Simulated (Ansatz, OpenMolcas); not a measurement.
## How basis sets differ on AlNH2ClF (SMILES [NH2][Al]([F])[Cl])

AlNH2ClF: 6 atoms, total charge 0, spin state singlet. SMILES: `[NH2][Al]([F])[Cl]`. Geometry: relaxed at PBE0-D4/def2-TZVP.

Each level gives the HOMO–LUMO gap (eV). The values are calculated.

| level | kind | program | value (eV) |
| --- | --- | --- | --- |
| HF/ANO-R0 (sfX2C) | Hartree–Fock | OpenMolcas | 14.63 |
| HF/ANO-S-MB | Hartree–Fock | OpenMolcas | 14.65 |
| HF/STO-3G | Hartree–Fock | OpenMolcas | 18.05 |
| HF/3-21G | Hartree–Fock | OpenMolcas | 14.13 |
| HF/ANO-RCC-VDZP (DKH2, RICD fitting) | Hartree–Fock | OpenMolcas | 13.43 |
| HF/def2-SVP | Hartree–Fock | OpenMolcas | 13.95 |
| HF/6-31+G* (spherical functions) | Hartree–Fock | OpenMolcas | 12.57 |
| HF/aug-cc-pVDZ | Hartree–Fock | Ansatz | 12.24 |

The values span 12.24 to 18.05 eV. A Hartree–Fock LUMO above zero doesn't converge with the basis: it sinks as sets grow more diffuse. Orbital gaps aren't excitation energies.

The gap falls in three steps without exception: the minimal sets give the widest gaps, the split-valence and double-zeta sets without diffuse functions lie lower, and the two sets with diffuse functions lie lowest, down to 12.24 eV. The main cause is probably the virtual orbital. A compact basis forces the extra electron into tight antibonding or aluminium-centred valence functions, at a high cost in kinetic energy, whereas diffuse functions let the LUMO spread outside the molecule and take on Rydberg-like or continuum character.

Size alone doesn't settle the result. STO-3G gives 18.05 eV, but the equally minimal ANO-S-MB gives 14.65 eV, which suggests that the quality of the contracted atomic functions matters greatly when there is no freedom to readjust them. Scalar relativity should be minor for such light elements and is an unlikely source of the spread. The narrower gaps therefore don't indicate a softer or more reactive molecule, and without the separate orbital energies the shifts can't be divided between HOMO and LUMO.
